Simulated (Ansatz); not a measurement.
## A series in volume scale on Ti

All results are calculated (Ansatz 0.2.0). Free energy against uniform scaling of the volume at fixed shape and fractions; periodic cell, basis, potentials, k mesh and filling as listed.

The cell before it is scaled or strained (space group P6_3/mmc, No. 194):
```
Ti
1.0
      2.9500     0.0000     0.0000
     -1.4750     2.5548     0.0000
      0.0000     0.0000     4.6800
Ti
2
Direct
  0.33333 0.66667 0.25000
  0.66667 0.33333 0.75000
```

Settings of every row: functional PBE; dispersion none; potentials PAW; wave cutoff 500 eV; density cutoff 2000 eV; k mesh 11x11x6; k shift 0x0x0; occupations fermi dirac; smearing width 0.1 eV; spin none.

Limits: coarse k mesh, up to 40 meV an atom off.

```csv
row,volume scale,V (Å³/atom),energy above lowest point (meV/atom)
1,0.94,16.578,14.8
2,0.96,16.93,4.6
3,0.98,17.283,0
4,1,17.636,0.6
5,1.02,17.989,5.8
6,1.04,18.341,15.3
7,1.06,18.694,?
```

Question: what energy above lowest point should row 7 give?

Worked fit of energy above lowest point. Take u = (V_r/V)^(2/3) − 1 with V_r = 17.459 Å³ an atom, which is twice the finite (Eulerian) strain; such expansions in the strain, on which the Birch-Murnaghan equation of state is built, carry the rest volume and the bulk modulus. The shown rows have u = 0.03512, 0.02072, 0.00678, -0.0067, -0.01974, -0.03232. Least squares give energy above lowest point = −0.32 − 44.7 × u + 13544 × u² meV/atom; a straight line predicts inner rows, each left out in turn, worse (root mean square 5.9 against 0.038 meV/atom). All shown rows lie on it to the printed digit. Its lowest point lies at u = 0.0017, or V = 17.42 Å³ an atom, and the curvature there gives the bulk modulus at fixed shape and fractions, B = (4/9)(1 + u)² E″(u)/V = 111 GPa. Letting shape and atoms relax would as a rule lower it, by much in layered, chain or molecular crystals. The withheld row has u = -0.04454, so the fit gives −0.32 − 44.7 × (-0.04454) + 13544 × (-0.04454)² = 28.5 meV/atom.

The calculation gave 28.7 meV/atom. The fit lies 0.2 meV/atom (0.7 % of the column's range) below it; its largest miss of a shown row is 0.0 meV/atom. This row lies beyond the range of the fit.
